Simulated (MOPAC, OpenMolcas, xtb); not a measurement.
## CH5AlO (SMILES C[O][AlH2]): methods side by side

CH5AlO: 8 atoms, total charge 0, spin state singlet. SMILES: `C[O][AlH2]`. The shape comes from GFN2-xTB, which is rough for such elements, and wasn't checked as a minimum.

Quantity: the dipole moment, in D. The values are calculated.

```
                             level            kind     program  value (D)   CPU time
                              MNDO  semi-empirical       MOPAC       1.27  under 2 s
                               PM6  semi-empirical       MOPAC       0.97  under 2 s
                          GFN2-xTB  semi-empirical         xtb       1.51  under 2 s
                          GFN1-xTB  semi-empirical         xtb       0.91  under 2 s
                         HF/STO-3G    Hartree–Fock  OpenMolcas       0.19      1.9 s
                          HF/3-21G    Hartree–Fock  OpenMolcas       1.29      2.2 s
                       HF/def2-SVP    Hartree–Fock  OpenMolcas       1.33      4.5 s
                    BLYP/def2-TZVP             GGA  OpenMolcas       1.28       76 s
B3LYP/6-31G* (spherical functions)   global hybrid  OpenMolcas       1.34       20 s
B3LYP/6-31G* (Cartesian functions)   global hybrid  OpenMolcas       1.34       21 s
```

The values span 0.19 to 1.51 D. Magnitudes only: a small dipole may point the other way at some levels. Sets without polarisation functions give poor dipoles. Without the sets that lack polarisation functions the rows with a basis span only 1.28 to 1.34 D. CPU times are rough (shared hosts, several kinds of processor): they show what a rung costs within a factor of a few.

The polarised-basis results agree on a moderate dipole, from 1.28 D with BLYP to 1.34 D with B3LYP. That is modest for a molecule with so polar an Al–O bond, probably because the bond moments partly cancel: oxygen draws density from aluminium, but the hydridic hydrogens do too, from the opposite side. Donation from the oxygen lone pairs into the empty aluminium 3p orbital also offsets some of the σ polarisation.

A small resultant of large opposing terms magnifies modest errors in charge distribution. This suggests why HF/STO-3G falls to 0.19 D: its single fixed-size valence functions cannot adapt to anionic oxygen or hydridic hydrogen. Splitting the valence shell in 3-21G restores most of the moment. The semi-empirical values scatter on both sides of the polarised-basis range, and MNDO's closeness to it may owe something to error cancellation.

The similar HF and B3LYP values don't isolate the effect of correlation, since the basis changes too. Nor does the monomer's dipole carry over to alkoxyalanes in bulk, which typically associate through Al–O–Al bridges.
